**Q:** I want an affordable functional for a methyl radical taking a hydrogen atom from fluorosilane. r2SCAN0-D4 gives almost exactly the reference step energy, the energy of the end complex less that of the start complex. Can I therefore trust its barrier?

Hydrogen abstraction from fluorosilane by a methyl radical (doublet, gas phase), computed with Ansatz 0.2.0 in the def2-TZVPP basis at PBE0-D4/def2-TZVP structures. Open shells are unrestricted, and cores are frozen in post-SCF correlation. The reference is CCSD(T) at the basis-set limit, with a barrier of 10.65 and a step energy of -12.71 kcal/mol.

```tsv
method	class	exact exchange, short range (%)	exact exchange, long range (%)	barrier (kcal/mol)	barrier less reference (kcal/mol)	reverse barrier (kcal/mol)	step energy (kcal/mol)
SPW92	LDA	0	0	-3.78	-14.43	17.50	-21.28
PBE-D4	GGA	0	0	2.52	-8.13	20.20	-17.68
BLYP-D4	GGA	0	0	4.58	-6.07	19.89	-15.31
r2SCAN-D4	meta-GGA	0	0	6.81	-3.84	20.39	-13.58
B97M-V	meta-GGA	0	0	6.50	-4.15	20.85	-14.36
PBE0-D4	global hybrid	25	25	6.14	-4.51	21.64	-15.50
B3LYP-D4	global hybrid	20	20	7.16	-3.49	21.12	-13.96
r2SCAN0-D4	global hybrid	25	25	8.76	-1.89	21.43	-12.67
BHLYP-D4	global hybrid	50	50	11.16	0.51	22.34	-11.18
CAM-B3LYP-D4	range-separated	19	65	8.80	-1.85	22.28	-13.49
wB97X-V	range-separated	17	100	8.90	-1.75	22.29	-13.39
wB97M-V	range-separated	15	100	9.80	-0.85	22.85	-13.05
B2PLYP	double hybrid	53	53	9.69	-0.96	23.20	-13.51
PBE-QIDH	double hybrid	69	69	9.78	-0.87	23.82	-14.04
RPA on PBE	RPA	n/a	n/a	11.92	1.27	25.01	-13.10
HF	Hartree-Fock	100	100	21.03	10.38	27.18	-6.14
MP2	wave function	n/a	n/a	12.16	1.51	26.69	-14.53
CCSD	wave function	n/a	n/a	12.56	1.91	24.31	-11.76
CCSD(T)	wave function	n/a	n/a	11.20	0.55	23.88	-12.69
```

**A:** No. Look at the errors against the coupled-cluster limit, CCSD(T) with a complete basis. The r2SCAN0-D4 barrier is 1.89 kcal/mol too low, and the reverse barrier, counted from the end complex, is 1.93 too low. The two ends lie correctly relative to each other, but the saddle lies too low against both. A step energy compares the two ends only, so it says nothing about the point between them.

**Q:** Is there a general way to see that?

**A:** Yes, and it needs only subtraction. The barrier is the saddle energy less the start energy, and the reverse barrier is the saddle energy less the end energy. Their difference is the step energy, so the errors $\delta$ obey

$$\delta_\text{barrier}=\delta_\text{reverse}+\delta_\text{step}.$$

If both barriers are too low, the saddle is too low whichever end you start from. That is so for 12 of the 14 density functionals here; BHLYP-D4 and PBE-QIDH are the exceptions, each by about half a kcal/mol, which is no more than the finite basis changes CCSD(T). Against CCSD(T) in the same basis all 14 have both barriers lower, these two by only 0.04 and 0.06 in the direction concerned. The printed analysis after this exchange fits nothing; it lists the reverse and step errors for every row, and the barrier errors are in the table.

**Q:** BHLYP-D4 is one of the exceptions, and its barrier is only 0.51 kcal/mol too high. Is that the functional to use?

**A:** Apply the same identity. Its reverse barrier is 1.02 kcal/mol too low and its step energy 1.53 too high, meaning that the reaction comes out too weakly exothermic. The sum, $-1.02+1.53=0.51$, is small although both terms are larger, since they have opposite signs. A good barrier in one direction therefore does not show that all three points lie right relative to each other, and the forward direction alone would have hidden this.

**Q:** Why should so many functionals put the saddle too low in the first place?

**A:** Think of what happens to the electrons. At the saddle the hydrogen sits about 1.6 Å from both silicon and carbon: the old bond is only a little stretched, and the new one is far from formed. The two electrons of the Si–H bond and the unpaired electron of the methyl radical now share three centres. In the complexes at either end, the bond pair and the unpaired electron are more nearly separate.

An electron should not repel itself. The classical repulsion energy of the density contains such a self-repulsion, and exchange has to remove it. Approximate exchange built from the local density and its gradient does this incompletely, and the remaining error favours electrons that are spread over several centres. This is the delocalisation error. It is expected to stabilise the saddle more than the ends, which lowers the barrier in both directions.

**Q:** Do the numbers show that, or is it only theory?

**A:** They show a response that fits the theory. Going from PBE-D4 to PBE0-D4 replaces a quarter of the approximate exchange by exact exchange, which removes the self-repulsion of each orbital. The barrier rises by 3.62 kcal/mol and the reverse barrier by 1.44. Both also rise from r2SCAN-D4 to r2SCAN0-D4 and from BLYP-D4 to BHLYP-D4. The two rises are unequal because the ends move too: the step energy changes by 2.18 from PBE-D4 to PBE0-D4. In the same way, 4.97 of the 8.13 kcal/mol by which the PBE-D4 barrier is too low goes with a step that is too exothermic, so a saddle that is too low against both ends is only part of the forward error. The dispersion corrections also differ within each pair, and no column measures delocalisation itself, so the cause rests on established theory.

**Q:** Then more exact exchange should always be better, and Hartree–Fock best of all.

**A:** Hartree–Fock has all the exact exchange but no correlation, the mutual avoidance of electrons beyond what exchange provides. In the same basis, its barrier is 9.83 kcal/mol above that of CCSD(T), and its reverse barrier is 3.30 above. Correlation therefore lowers the saddle against both ends. The usual explanation is that electrons in partly broken and partly formed bonds gain much by staying on different atoms.

Approximate exchange happens to imitate some of this left–right correlation. Replacing it by exact exchange removes an error, but also a useful substitute for something the functional otherwise describes poorly. This is why an intermediate share can work well, and why a good result at one share is a balance and no proof that both parts are right.

**Q:** But PBE0-D4 has 25% exact exchange and r2SCAN-D4 has none, yet PBE0-D4 gives the lower barrier. Doesn't that contradict you?

**A:** No, because these two differ in more than their exact exchange. Going from PBE-D4 to r2SCAN-D4 raises the barrier by 4.29 kcal/mol with no exact exchange at all, which is more than the 3.62 gained from PBE-D4 to PBE0-D4. The share is a fair guide only between a functional and its own hybrid. The order here even depends on the direction. The PBE0-D4 barrier is 0.67 kcal/mol lower than that of r2SCAN-D4, but its reverse barrier is 1.25 higher. The two directions disagree because PBE0-D4 makes the step 1.92 more exothermic, so neither functional simply has the higher saddle. Why the functionals differ so much in the step energy is a separate question that these numbers do not settle.

**Q:** Does your test also help with wave-function methods?

**A:** It does, provided that you compare within one basis, because CCSD(T) in this basis is itself 0.55 kcal/mol above the limit. Measured against that CCSD(T) value, the MP2 barrier is 0.96 too high and looks better than the CCSD one. For the reverse barrier, however, MP2 is 2.81 too high and CCSD only 0.43. The better forward value of MP2 goes with a step energy that is 1.84 too exothermic, so it does not carry over to the reverse direction. Unrestricted MP2 is also expected to suffer from spin contamination of its reference at the saddle, which tends to raise both barriers; the table does not show how large this part is.

**Q:** What if I have no coupled-cluster reference?

**A:** Sometimes the failure is visible at once. The local density functional SPW92 gives a barrier of −3.78 kcal/mol, so the saddle lies below the start complex. All methods use the PBE0-D4 structures, so this does not tell you where SPW92 would put its own saddle, or whether it has one. Otherwise, compute both directions with a functional and its hybrid partner. Both barriers rise for all three pairs here, so the rise only warns that the result depends on how exchange is treated. It does not say how far the hybrid is from the true value: PBE0-D4 is still 4.51 kcal/mol too low after its rise of 3.62. A correct step energy will not settle which value to believe.

One caution concerns the complexes themselves: one of them keeps an imaginary vibration and is not a true minimum. The methods are still compared at the same structures, but the barriers and the step energy should not be read as final values for the reaction.

**Q:** Do a few kcal/mol matter in practice?

**A:** They enter an exponential. The PBE0-D4 barrier is 4.51 kcal/mol too low, and at 300 K the thermal energy $RT$ is about 0.60 kcal/mol. The barriers are electronic energies. With the same prefactor and zero-point correction and no tunnelling, the rate of the step from the start complex is too high by $\exp(4.51/0.60)$, about two thousand times. For PBE-D4 the factor approaches a million. The factor shrinks at higher temperature. A gas-phase rate constant also needs the saddle energy relative to the separated molecules, which this table does not give.

Output of the analysis:

```
Errors against the limit and differences from CCSD(T) in the same basis (kcal/mol):
           row  reverse error  step error  barrier less CCSD(T)  reverse less CCSD(T)  step less CCSD(T)
         SPW92          -5.86       -8.57                -14.98                 -6.38              -8.59
        PBE-D4          -3.16       -4.97                 -8.68                 -3.68              -4.99
       BLYP-D4          -3.47        -2.6                 -6.62                 -3.99              -2.62
     r2SCAN-D4          -2.97       -0.87                 -4.39                 -3.49              -0.89
        B97M-V          -2.51       -1.65                  -4.7                 -3.03              -1.67
       PBE0-D4          -1.72       -2.79                 -5.06                 -2.24              -2.81
      B3LYP-D4          -2.24       -1.25                 -4.04                 -2.76              -1.27
    r2SCAN0-D4          -1.93        0.04                 -2.44                 -2.45               0.02
      BHLYP-D4          -1.02        1.53                 -0.04                 -1.54               1.51
  CAM-B3LYP-D4          -1.08       -0.78                  -2.4                  -1.6               -0.8
       wB97X-V          -1.07       -0.68                  -2.3                 -1.59               -0.7
       wB97M-V          -0.51       -0.34                  -1.4                 -1.03              -0.36
        B2PLYP          -0.16        -0.8                 -1.51                 -0.68              -0.82
      PBE-QIDH           0.46       -1.33                 -1.42                 -0.06              -1.35
    RPA on PBE           1.65       -0.39                  0.72                  1.13              -0.41
            HF           3.82        6.57                  9.83                   3.3               6.55
           MP2           3.33       -1.82                  0.96                  2.81              -1.84
          CCSD           0.95        0.95                  1.36                  0.43               0.93
       CCSD(T)           0.52        0.02                     0                     0                  0
Reference reverse barrier (kcal/mol): 23.36
Number of density functionals: 14
Density functionals with both barriers too low: 12
PBE to PBE0 change of barrier (kcal/mol): 3.62
PBE to PBE0 change of reverse barrier (kcal/mol): 1.44
r2SCAN to r2SCAN0 change of barrier (kcal/mol): 1.95
r2SCAN to r2SCAN0 change of reverse barrier (kcal/mol): 1.04
BLYP to BHLYP change of barrier (kcal/mol): 6.58
BLYP to BHLYP change of reverse barrier (kcal/mol): 2.45
PBE to r2SCAN change of barrier (kcal/mol): 4.29
PBE0 less r2SCAN in barrier (kcal/mol): -0.67
PBE0 less r2SCAN in reverse barrier (kcal/mol): 1.25
PBE0 less r2SCAN in step energy (kcal/mol): -1.92
RPA on PBE less PBE in barrier (kcal/mol): 9.4
Rate overestimate at 300 K from the PBE barrier error (factor): 836724
Rate overestimate at 300 K from the PBE0 barrier error (factor): 1930
```
